## Computing the S-matrix of a three-arm splitter: cost against accuracy

**Sum rules.** For flux-normalised open modes, elastic lossless scattering $b=Sa$ has $b^\dagger b=a^\dagger a$ for all $a$. So $S^\dagger S=1$, and $SS^\dagger=1$ since $S$ is square. Group arm 1 ($N_1=1$) against arms 2, 3 ($N_2=2$), with blocks $r,t$ for incidence from arm 1 and $r',t'$ otherwise:
$$r^\dagger r+t^\dagger t=1,\qquad rr^\dagger+t't'^\dagger=1 .$$
Hence $\mathrm{Tr}\,t^\dagger t=\mathrm{Tr}\,t'^\dagger t'$ at any magnetic field, although $T_{12}\neq T_{21}$ is allowed. Since $XY$ and $YX$ share nonzero eigenvalues, so do $t^\dagger t$, $tt^\dagger$, $t'^\dagger t'$ and $1-r^\dagger r$. These $T_n$ lie in $[0,1]$ and number at most $\min(N_1,N_2)=1$.

**Model.** Three chains meet at one site, with hopping $-\gamma$, zero site energies and $\gamma=1$ as energy unit. With $E=-2\cos k$, each arm gives $\Sigma=-e^{ik}$ and $\Gamma=-2\,\mathrm{Im}\Sigma$, and
$$G=\frac1{E-3\Sigma},\quad S_{ij}=-\delta_{ij}+i\Gamma G,\quad T\equiv|S_{21}|^2=\frac{4\sin^2k}{1+8\sin^2k}.$$
At $E=-1$: $T=3/7$, $|r|^2=1/7$, single eigenvalue $2T=6/7$.

*Predict: does an approximate $\Sigma$ break unitarity?* No. With broadening $\eta_D$ on the central site, $G-G^*=-i|G|^2(3\Gamma+2\eta_D)$, so $1-\sum_i|S_{ij}|^2=2\eta_D\Gamma|G|^2$, here $0.495\,\eta_D$ to first order. For $\eta_D=0$ this vanishes for any $\Sigma$ with $\Gamma\geq0$. Keep $\eta_D=0$, and judge the lead by $\delta=|\Delta T|/T$.

**Deviation of a truncated lead.** Take $L$ slices at $z=E+i\eta$. With $\lambda+1/\lambda=z$, $|\lambda|<1$, the recursion $\Sigma_L=1/(z-\Sigma_{L-1})$, $\Sigma_0=0$, gives
$$\Sigma_L=\lambda\,\frac{1-\lambda^{2L}}{1-\lambda^{2L+2}} .$$
Write $\Sigma=a-ib$, $x=(E-3a)/b$, so $T=4/(9+x^2)$ and $x=1/\sqrt3$ exactly. Broadening shifts $x$ by $-2\eta/3$. Truncation shifts $\Sigma$ by $\sqrt3|\lambda|^{2L}$ in modulus, with $|\lambda|\approx e^{-\eta/\sqrt3}$. Linearised, at the worst phase,
$$\delta\lesssim A\eta+Be^{-2L\eta/\sqrt3},\quad A=\tfrac{\sqrt3}{21}=0.0825,\quad B=\tfrac2{\sqrt7}=0.756 .$$

*Predict: is the fall with $L$ exponential?* Only at fixed $\eta$, down to $A\eta$. Minimising over $\eta$ gives
$$\eta^*=\frac{\sqrt3\ln(4\sqrt7L)}{2L},\qquad \epsilon^*=\frac{1+\ln(4\sqrt7L)}{14L}.$$

**Work and memory.** A wire has $M$ orbitals per slice and inter-slice coupling $V$. Assume its open mode converges like the chain. A dense inversion or product costs a typical $2M^3$ operations. One $\Sigma$ serves all arms. Memory counts running matrices only.

- *Recursion:* one inversion and two products per slice give $6LM^3\propto\epsilon^{-1}\ln\epsilon^{-1}$. Memory $M^2$.
- *Decimation* eliminates every second slice, so $n$ steps reach $L=2^n$. A step costs one inversion and six products, $14M^3$. The last step needs only $6M^3$ and forming $\Sigma$ another $6M^3$, in total $(14n-2)M^3\approx14M^3\log_2\epsilon^{-1}$. Memory $4M^2$.
- *Mode matching* at $\eta=0$ (invertible $V$) takes the Schur form of the $2M\times2M$ transfer matrix, a typical $25(2M)^3=200M^3$. Assembly adds two inversions and four products, in total about $212M^3$. It is exact up to rounding. Memory $8M^2$.

*Predict where decimation overtakes recursion.* Work is in $M^3$, and $\delta$ uses the full $\Sigma_L$ at unrounded $\eta^*$.

| $n$ | $L$ | $\eta^*/\gamma$ | $\epsilon^*$ | $\delta$ | recursion | decimation |
|---|---|---|---|---|---|---|
| 3 | 8 | 0.481 | $4.9\times10^{-2}$ | $3.5\times10^{-2}$ | 48 | 40 |
| 5 | 32 | 0.158 | $1.5\times10^{-2}$ | $1.4\times10^{-2}$ | 192 | 68 |
| 8 | 256 | 0.0267 | $2.5\times10^{-3}$ | $2.0\times10^{-3}$ | 1536 | 110 |
| 11 | 2048 | 0.00422 | $3.8\times10^{-4}$ | $3.6\times10^{-4}$ | 12288 | 152 |
| 14 | 16384 | 0.000638 | $5.7\times10^{-5}$ | $4.8\times10^{-5}$ | 98304 | 194 |

In the first row $\eta^*$ is not small, so $\epsilon^*$ is rough there.

**Cheapest for a required $\epsilon^*$.**

- $2\times10^{-2}$: decimation with $n=5$ (68). Recursion needs $L=24$ (144).
- $5\times10^{-4}$: decimation with $n=11$ (152).
- $10^{-6}$: mode matching (212). Decimation needs $n=21$ (292).

**Best inside a budget.**

- $30M^3$: recursion reaches $L=5$, decimation only $L=4$ (26). From $40M^3$ on, recursion never reaches farther.
- $120M^3$: decimation with $n=8$, $\delta=2.0\times10^{-3}$.
- $250M^3$: mode matching.
- Memory below $4M^2$: recursion only.

Near $n=14$ decimation and mode matching differ in cost by less than the typical constant 25 can resolve, so the exact method is preferable there. The deviations are the model's, at $E=-\gamma$.